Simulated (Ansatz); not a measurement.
A series in volume per atom on CuAu

Periodic Kohn-Sham DFT of a crystal at fixed atoms; pressure and stress are positive in compression; the energy is the free energy less that of spherical unpolarised free atoms; site moments are those in the method's own spheres, positive along +z. The results are calculated, by Ansatz 0.2.0.

Cell of the first row (space group P4/mmm, No. 123):
```
CELL_PARAMETERS angstrom
2.74280 0.00000 0.00000
0.00000 2.74280 0.00000
0.00000 0.00000 3.59510
ATOMIC_POSITIONS crystal
Cu 0.50000 0.50000 0.50000
Au 0.00000 0.00000 0.00000
```

Settings of every row: method frozen-core PAW; functional PBEsol; relativity scalar; k mesh 13x13x10; filling fermi-dirac; smearing width 0.05 eV; wave cutoff 420 eV; paw set soft_2.

Atom start moment: 0 on all atoms.

Limits: PAW files made with PBE; no spin-orbit coupling on heavy atoms.

```
row  volume per atom (Å³)  pressure (GPa)
  1                13.523           9.796
  2                13.811            5.34
  3                14.099           1.423
  4                14.243          -0.353
  5                14.386          -2.016
  6                 14.53               ?
  7                14.674          -5.032
  8                14.962           -7.67
  9                 15.25          -9.975
```

Question: what pressure should row 6 give?

Worked fit of pressure. Take u = (V_r/V)^(2/3) − 1 with V_r = 14.314 Å³ an atom, which is twice the finite (Eulerian) strain; such expansions in the strain, on which the Birch-Murnaghan equation of state is built, carry the rest volume and the bulk modulus. The shown rows have u = 0.03862, 0.02414, 0.01014, 0.00332, -0.00334, -0.01642, -0.02909, -0.04135. Least squares give pressure = −1.1918 + 248.397 × u + 903.82 × u² + 800 × u³ GPa; a parabola predicts inner rows, each left out in turn, worse (root mean square 0.013 against 0.0046 GPa). The rows lie off it by 0.001, -0.002, 0.002, 0.004, -0.005, -0.002, 0.003, -0.001 (root mean square 0.0028 GPa). The pressure vanishes at u = 0.0047, or V = 14.21 Å³ an atom, and there the bulk modulus at fixed shape and fractions is B = −V dP/dV = (2/3)(1 + u) dP/du = 172 GPa. Letting shape and atoms relax would as a rule lower it, by much in layered, chain or molecular crystals. The withheld row has u = -0.00994, so the fit gives −1.1918 + 248.397 × (-0.00994) + 903.82 × (-0.00994)² + 800 × (-0.00994)³ = -3.572 GPa.

The calculation gave -3.574 GPa. The fit lies 0.002 GPa (0.01 % of the column's range) above it; its largest miss of a shown row is 0.005 GPa.
